# How wrong is a metal on one k point?

## Sizes to remember

In this calculation of Al₃Cu, a mesh with four divisions along each short cell edge misses the energy by 74 meV/atom. With twelve to sixteen divisions the error is about 4 meV/atom, and its sign still changes. What do two divisions give, and what does a single k point give?

Errors from the k-point mesh for Al3Cu (P4/mmm, 4 atoms, a = 2.778 Å, c = 7.513 Å) at fixed cell and atoms, relative to a 24×24×10 mesh. Ansatz 0.2.0, scalar-relativistic plane-wave PAW, PBEsol, no spin polarisation, 420 eV cutoff, Gamma-centred meshes, Gaussian smearing of 0.1 eV. Energies are extrapolated to zero smearing; pressure is positive in compression.

```csv
k mesh,energy less reference (meV/atom),pressure less reference (GPa),irreducible k points
1x1x1,?,?,?
2x2x1,?,?,?
4x4x1,74.1,0.427,6
6x6x2,-15.8,-0.469,20
6x6x4,-9.79,0.01,30
8x8x4,13.1,0.084,45
10x10x4,-5.46,0.122,63
12x12x6,3.76,0.1,112
14x14x6,-3.46,-0.035,144
16x16x6,4.01,-0.013,180
20x20x8,1.07,0.018,330
```

Every error here is relative to the densest mesh, not to the exact limit. A positive energy error means too high an energy. A positive pressure error means that the cell seems to push outwards more than it should.

## Why a metal converges unevenly

Electrons in a crystal carry a wave vector, and the energy is an average over all wave vectors. A mesh replaces this average by a sum over a few points, each standing for a patch around it. In an insulator the filled bands are full everywhere, the averaged quantity is smooth, and the error falls roughly exponentially as the mesh grows denser.

In a metal the Fermi surface separates filled from empty states, and it cuts through many patches. A patch that is partly filled in truth is counted by the state of its one point, as nearly full or nearly empty. Each new mesh places its points differently around the surface, so the error can take either sign. A smearing of 0.1 eV softens this step only for levels very close to the Fermi energy.

The table shows the swings. With four divisions along the long axis, going from 6 to 8 to 10 in the plane turns the energy error from negative to positive and back. The meshes 12×12×6 and 16×16×6 agree within 0.3 meV/atom, yet 14×14×6 between them lies about 7 meV/atom lower. Agreement between two meshes is therefore no proof of convergence.

## A model that can be counted by hand

Treat the outer electrons as free: three from each Al and one from Cu, ten in the cell. The filled d shell of Cu is left out. The allowed levels are

$$E=\frac{\hbar^2}{2m}\left[\left(\frac{2\pi}{a}\right)^2(p^2+q^2)+\left(\frac{2\pi}{c}\right)^2s^2\right],$$

where $a$ and $c$ are the short and long cell edges. For one k point $p$, $q$ and $s$ are whole numbers. A mesh with $n$ divisions along an edge allows steps of $1/n$. One then fills the lowest levels, two electrons in each, and compares the mean energy with that of a dense mesh, which is three fifths of the Fermi energy per electron.

No constant was adjusted to the table. On the four coarsest meshes with known results the model gives errors that shrink from 168 to 11 meV/atom, against computed sizes from 74 down to about 10. It has the wrong sign for both 6×6 meshes. It supplies a scale, but not a dependable sign.

## One k point, worked in full

The short edges make steps in $p$ or $q$ expensive: the first costs 19.49 eV. Along the long edge, $s=\pm2$ costs 10.66 eV and $s=\pm1$ a quarter of that, 2.67 eV. The ten electrons therefore fill five levels, at 0, twice 2.67 and twice 10.66 eV. These add up to 26.7 eV, or 53.3 eV with two electrons in each.

On a dense mesh the Fermi energy is 11.3 eV, and ten electrons have $10\times0.6\times11.3=67.8$ eV. The single point thus gives 14.5 eV too little for the cell, or 3.6 eV/atom. The reason is simple: none of the filled levels contains any motion in the plane. The electrons have more energy of motion along the long axis than they should, but not enough to make up for what is missing.

One correction has a likely direction. An Al ion, with three positive charges, attracts the outer electrons more strongly than a Cu ion with one, and a metal lowers its energy by shifting charge accordingly. On one k point a wide gap separates filled from empty levels, so the electrons respond less and gain less. I raise the estimate by roughly 1 eV/atom for this, a judgement of size and not a calculation.

## Two divisions in the plane

The mesh 2×2×1 adds points at the edge and corner of the in-plane zone. Their lowest levels lie at $19.49/4=4.9$ eV and $19.49/2=9.7$ eV, so motion in the plane is now represented. Most of the large deficit should vanish. The count leaves only −0.10 eV/atom, too little to trust its sign.

## The forecasts

For pressure, free-electron levels scale as $V^{-2/3}$ with the cell volume $V$, so the pressure error is two thirds of the energy error divided by $V$. The correction for charge shifting is left out here, on the assumption that it depends more weakly on volume. Each error bar is the model's miss at 4×4×1, multiplied by 4 for 2×2×1 and by 16 for one point, as if misses grew with the square of the in-plane spacing.

- **1×1×1:** energy error −2.6 eV/atom, between −4.1 and −1.1; pressure error −27 GPa, between −40 and −14.
- **2×2×1:** energy error −0.10 eV/atom, between about −0.5 and +0.3; pressure error −0.8 GPa, between −4.0 and +2.5.
- **Irreducible k points:** 1 and 3. Of the four points of the 2×2×1 mesh, the two at zone edges are equivalent by the fourfold symmetry.

The withheld rows as computed:

```csv
k mesh,energy less reference (meV/atom),pressure less reference (GPa),irreducible k points
1x1x1,-2810,-14,1
2x2x1,-47.8,3.28,3
```

## What the energies teach

One k point puts the energy 2.8 eV/atom too low, close to the forecast. The uncorrected count, −3.6 eV/atom, was too low by 0.8 eV/atom, so the correction had the right direction and about the right size. One row cannot show that weaker screening is the cause, since the lattice potential and the Cu d shell are missing from the model too.

The negative sign has a practical meaning. A search for the best electronic state on a given mesh looks for the lowest energy, but a lower energy on a coarser mesh is no sign of a better result. The coarse mesh has changed the set of allowed states, and here it has removed the costly ones.

At 2×2×1 the energy error is only −0.05 eV/atom, inside a range wide enough to allow either sign. The step from one point to four has cut the error almost sixtyfold. This fits the picture that the single point fails mainly because it leaves out motion in the plane.

The stresses of the one-point run point the same way. Moving electrons push outwards along their line of motion. Against the reference, the outward stress is 104 GPa too low along each short edge and 166 GPa too high along the long one.

## What the pressures teach

The pressure forecasts did worse. For one point the computed −14 GPa lies just inside the edge of the range, about half the predicted size. For 2×2×1 the result is +3.3 GPa, above the range. The central value of the forecast was negative, though its range left the sign open.

The second miss shows where the model breaks. Free-electron scaling ties the two errors together: too low an energy must bring too low a pressure. At 2×2×1 the energy is too low and the pressure too high, so something beyond the scaling of free-electron levels must matter. A likely candidate is the pull of the ions on the electrons, which changes with volume in its own way.

The stress along each axis shows why the sign was so hard to forecast. Pressure is the mean of three stresses, and at 2×2×1 their errors are about +15 GPa along each short edge and −19 GPa along the long one. These signs are expected from the free-electron count, which has too much motion in the plane and too little along the long axis. The pressure error is what remains when these large errors cancel, so a modest miss in one of them can turn its sign.

The same row carries a warning for practice. Its energy error is smaller than that of the denser 4×4×1 mesh, while its pressure error is nearly eight times as large. The smaller energy error may thus be partly luck, and it does not carry over to the pressure. Even a small pressure error can mislead. At 4×4×1 it is only 0.43 GPa, yet the stress is about 7 GPa too high along each short edge and 12 GPa too low along the long one. A mesh meant for relaxing a cell should therefore be tested on the stress along each axis, not only on energy and pressure.

The printed analysis below lists the model's values and misses for the meshes that were counted.

The analysis program printed:

```
Free-electron Fermi energy above the band bottom, eV: 11.3
Highest filled free-electron level with one k point, eV: 10.66
Lowest empty free-electron level with one k point, eV: 19.49
Model energy error for 1x1x1 before the shift, meV/atom: -3624
Model energy error for 4x4x1, 6x6x2, 6x6x4, 8x8x4, meV/atom: 168.3, 42.04, 13.55, 10.86
Model less computed energy error for the same four, meV/atom: 94.25, 57.84, 23.34, -2.242
Model pressure error for the same four, GPa: 1.241, 0.3098, 0.09986, 0.08001
Model less computed pressure error for 4x4x1, GPa: 0.8135
Forecast energy error for 1x1x1 then 2x2x1, meV/atom: -2624, -102.9
Lower end of the energy range for these two, meV/atom: -4132, -479.9
Upper end of the energy range for these two, meV/atom: -1116, 274.1
Computed energy error for these two, meV/atom: -2810, -47.8
Forecast less computed energy error for these two, meV/atom: 186.1, -55.12
Forecast pressure error for 1x1x1 then 2x2x1, GPa: -26.7, -0.7584
Error bar of the pressure forecast for these two, plus or minus GPa: 13.02, 3.254
Computed pressure error for these two, GPa: -14, 3.28
Forecast less computed pressure error for these two, GPa: -12.7, -4.038
Forecast irreducible k points for these two: 1, 3
Computed irreducible k points for these two: 1, 3
```
